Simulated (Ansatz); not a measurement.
# Smearing, entropy and the zero-width energy in W$_{3}$N$_{4}$

These are results of DFT PBE, scalar-relativistic, plane waves, PAW in Ansatz 0.2.0, not measurements.

```xyz
7
Lattice="4.1220 0.0000 0.0000 0.0000 4.1220 0.0000 0.0000 0.0000 4.1220" Properties=species:S:1:pos:R:3 pbc="T T T"
W     2.0610    2.0610    0.0000
W     0.0000    2.0610    2.0610
W     2.0610    0.0000    2.0610
N     2.0610    2.0610    2.0610
N     2.0610    0.0000    0.0000
N     0.0000    2.0610    0.0000
N     0.0000    0.0000    2.0610
```

| Property | Result |
| --- | --- |
| plane-wave cutoff | 420 eV |
| Γ-centred k-mesh | 10×10×10 |
| spin treatment | unpolarised |

The same metal under several smearings of width σ, on one mesh. F is the free energy, TS the smearing's entropy term for the cell of 7 atoms, and E = F + TS. Gaussian occupations are ½ erfc[(ε − μ)/σ], and N counts both spins. Spin–orbit coupling is left out, which shifts the bands of heavy elements.

| rule | σ (eV) | F − F(narrowest) (meV/atom) | TS (meV/cell) |
| --- | --- | --- | --- |
| Fermi–Dirac | 0.01 | 0.000 | 1.395 |
| Fermi–Dirac | 0.2 | -26.859 | 378.747 |
| Gaussian | 0.05 | -0.248 | 4.154 |
| Gaussian | 0.1 | -1.004 | 13.019 |
| Gaussian | 0.2 | -3.831 | 54.968 |
| Gaussian | 0.3 | -8.928 | 131.082 |

**Question.** For a density of states N (both spins) that is flat over the smeared range, TS = Nσ²/2 (Gaussian) and (π²/3)Nσ² (Fermi–Dirac). What N does each run give?

**Answer.**
| rule | σ (eV) | N (states/eV a cell) |
| --- | --- | --- |
| Fermi–Dirac | 0.01 | 4.24 |
| Fermi–Dirac | 0.2 | 2.88 |
| Gaussian | 0.05 | 3.32 |
| Gaussian | 0.1 | 2.60 |
| Gaussian | 0.2 | 2.75 |
| Gaussian | 0.3 | 2.91 |

Equal entropy needs σ_Gauss = π√(2/3) σ_FD = 2.57 σ_FD, so a Fermi–Dirac width acts like a Gaussian one 2.57 times as large. At moderate widths N lies between 2.60 and 3.32. The drift shows structure in the density of states within the smeared window (a rise with width points to a dip at the Fermi level, a fall to a peak or a steep flank), or a mesh too coarse for the narrower widths. At the narrowest widths only the few mesh levels within σ of μ count, so N can scatter there.

**Question.** To second order F = E0 − TS/2 and E = E0 + TS/2. How well does E0 = (E + F)/2 undo the smearing?

**Answer.**
| rule | σ (eV) | F − E0(narrowest) (meV/atom) | (E + F)/2 − E0(narrowest) (meV/atom) |
| --- | --- | --- | --- |
| Fermi–Dirac | 0.01 | -0.10 | 0.00 |
| Fermi–Dirac | 0.2 | -26.96 | 0.09 |
| Gaussian | 0.05 | -0.35 | -0.05 |
| Gaussian | 0.1 | -1.10 | -0.17 |
| Gaussian | 0.2 | -3.93 | 0.00 |
| Gaussian | 0.3 | -9.03 | 0.34 |

At Gaussian 0.3 eV the free energy is off by -9.03 meV/atom and the mean by 0.34. What remains is of order σ⁴ plus the mesh error of the narrowest run, which is no exact reference. Forces and stress are derivatives of F, not of E0, so they keep the σ² error.

The free energy falls as the entropy term grows in every run, while the averaged energy barely moves. Broadening promotes electrons across the Fermi level, which raises E by about as much as the entropy lowers F, so the leading errors cancel. The finite density of states suits a metal: nitride counting leaves W(IV) with a d² configuration, so the carriers probably occupy a partly filled W 5d band of t2g type, mixed with N 2p.

The 0.00 meV/atom at Gaussian 0.2 eV is better read as a change of sign than as convergence, since the residual is -0.17 at 0.1 eV and 0.34 at 0.3 eV. Nor does one quartic law cover all the runs: Fermi–Dirac at 0.2 eV is effectively the broadest, yet leaves only 0.09. This suggests that higher-order terms or sampling errors partly cancel there. The data support a robust total energy for this fixed cell, but not a precise density of states at the Fermi level, and they don't test whether the metal-deficient rocksalt arrangement is stable.
